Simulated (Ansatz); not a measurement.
# A series in volume scale on ScHg

Periodic Kohn-Sham DFT of a crystal at fixed atoms, scaled to volume_scale times the given cell; pressure positive in compression, energy less spherical unpolarised free atoms, largest_vzz the field gradient of largest size among the nuclei. The results are calculated, by Ansatz 0.2.0.

The cell before it is scaled or strained (space group Pm-3m, No. 221):
```
cell vectors (Å)
   3.4800     0.0000     0.0000
   0.0000     3.4800     0.0000
   0.0000     0.0000     3.4800
atoms (fractions of the cell vectors)
Sc  0.50000  0.50000  0.50000
Hg  0.00000  0.00000  0.00000
```

Settings of every row: method frozen-core PAW; functional PBEsol; relativity scalar; k mesh 12x12x12; filling fermi-dirac; smearing width 0.08 eV; wave cutoff 420 eV; paw set soft_2.

Atom start moment: 0 on all atoms.

Limits: PAW files made with PBE; no spin-orbit coupling on heavy atoms.

| row | volume scale | V (Å³/atom) | pressure (GPa) |
| --- | --- | --- | --- |
| 1 | 0.94 | 19.808 | 5.007 |
| 2 | 0.96 | 20.229 | 2.796 |
| 3 | 0.98 | 20.651 | 0.825 |
| 4 | 0.99 | 20.861 | -0.079 |
| 5 | 1 | 21.072 | -0.934 |
| 6 | 1.01 | 21.283 | ? |
| 7 | 1.02 | 21.494 | -2.503 |
| 8 | 1.04 | 21.915 | -3.901 |
| 9 | 1.06 | 22.336 | -5.147 |

Question: what pressure should row 6 give?

Worked fit of pressure. Take u = (V_r/V)^(2/3) − 1 with V_r = 20.966 Å³ an atom, which is twice the finite (Eulerian) strain; such expansions in the strain, on which the Birch-Murnaghan equation of state is built, carry the rest volume and the bulk modulus. The shown rows have u = 0.0386, 0.02414, 0.01014, 0.00335, -0.00336, -0.01644, -0.02908, -0.04132. Least squares give pressure = −0.5097 + 127.479 × u + 384.89 × u² + 385 × u³ GPa; a parabola predicts inner rows, each left out in turn, worse (root mean square 0.0061 against 0.0017 GPa). The rows lie off it by 0.000, -0.001, 0.002, -0.001, 0.000, 0.000, 0.000, 0.000. The pressure vanishes at u = 0.0040, or V = 20.84 Å³ an atom, and there the bulk modulus at fixed shape and fractions is B = −V dP/dV = (2/3)(1 + u) dP/du = 87.4 GPa. The withheld row has u = -0.00995, so the fit gives −0.5097 + 127.479 × (-0.00995) + 384.89 × (-0.00995)² + 385 × (-0.00995)³ = -1.740 GPa.

The calculation gave -1.74 GPa. The fit meets it to the printed digit.
